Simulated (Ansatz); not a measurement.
**SiH3S (SMILES [SiH2]S): methods side by side**

SiH3S: 5 atoms, total charge 0, spin state doublet. SMILES: `[SiH2]S`. The shape is that of a PBE0-D4/def2-TZVP optimisation. This is one conformer, not always the lowest.

| atom | x (Å) | y (Å) | z (Å) |
| --- | --- | --- | --- |
| Si | -0.0963 | -0.6940 | -0.3093 |
| S | 0.2731 | 1.4060 | -0.2945 |
| H | -0.0945 | -1.2568 | 1.0730 |
| H | -1.4403 | -0.8432 | -0.9299 |
| H | 1.4078 | 1.3143 | 0.4193 |

Each level gives the energy change with the S2–H5 bond stretched from 1.344 to 1.680 Å (eV). The values are calculated.

```tsv
level	kind	program	value (eV)	less FCI/STO-3G	CPU time (all runs)
UHF/STO-3G	Hartree–Fock	Ansatz	1.47	+0.53	0.29 s
USVWN5/STO-3G	LDA	Ansatz	0.95	+0.01	1.4 s
U-revPBE/STO-3G	GGA	Ansatz	0.87	-0.07	2.5 s
U-r2SCAN0/STO-3G	hybrid meta-GGA	Ansatz	1.16	+0.22	6.8 s
U-wB97M-V/STO-3G	range-separated hybrid	Ansatz	1.12	+0.18	28 s
U-wB97X/STO-3G	range-separated hybrid	Ansatz	1.17	+0.23	13 s
UB2PLYP/STO-3G	double hybrid	Ansatz	1.08	+0.14	3 s
UMP2/STO-3G	perturbation theory	Ansatz	1.16	+0.22	0.34 s
UCCSDT(Q)/STO-3G	coupled cluster or CI	Ansatz	0.94	0.00	1.3 s
FCI/STO-3G	exact in the basis	Ansatz	0.94	0.00	2.7 s
```

FCI/STO-3G is exact within its basis and frozen core, so for wave-function methods in that basis the difference is their error; functionals converge differently with the basis, so for them it is only a difference. The first shape isn't each level's own minimum. The values span 0.87 to 1.47 eV. All rows use very small basis sets, so even the best lies far from the true value. Times are those of the runs behind each value, whatever else they computed, on shared processors of several kinds: orders of magnitude only.

Stretching the S–H bond weakens the overlap between sulfur and hydrogen, so the bonding and antibonding orbitals draw closer and left-right correlation grows. Hartree–Fock lacks this correlation and makes the stretch too costly, by 0.53 eV against FCI. MP2 recovers more than half of that error but still leaves 0.22 eV, whereas UCCSDT(Q) matches FCI to the printed precision, so higher excitations beyond those it treats hardly matter at this elongation.

Among the functionals, the LDA and GGA values lie closest to FCI and all the hybrids lie above it, probably in part because exact exchange brings back some of the Hartree–Fock stiffness. The near-coincidence of LDA with FCI is no evidence of general accuracy for bond breaking.

The radical centre is formally on silicon, next to the S–H bond, so full loss of hydrogen could form a Si–S π bond and offset part of the cost of cleavage. A single stretched geometry gives neither the dissociation energy nor the barrier for that process.
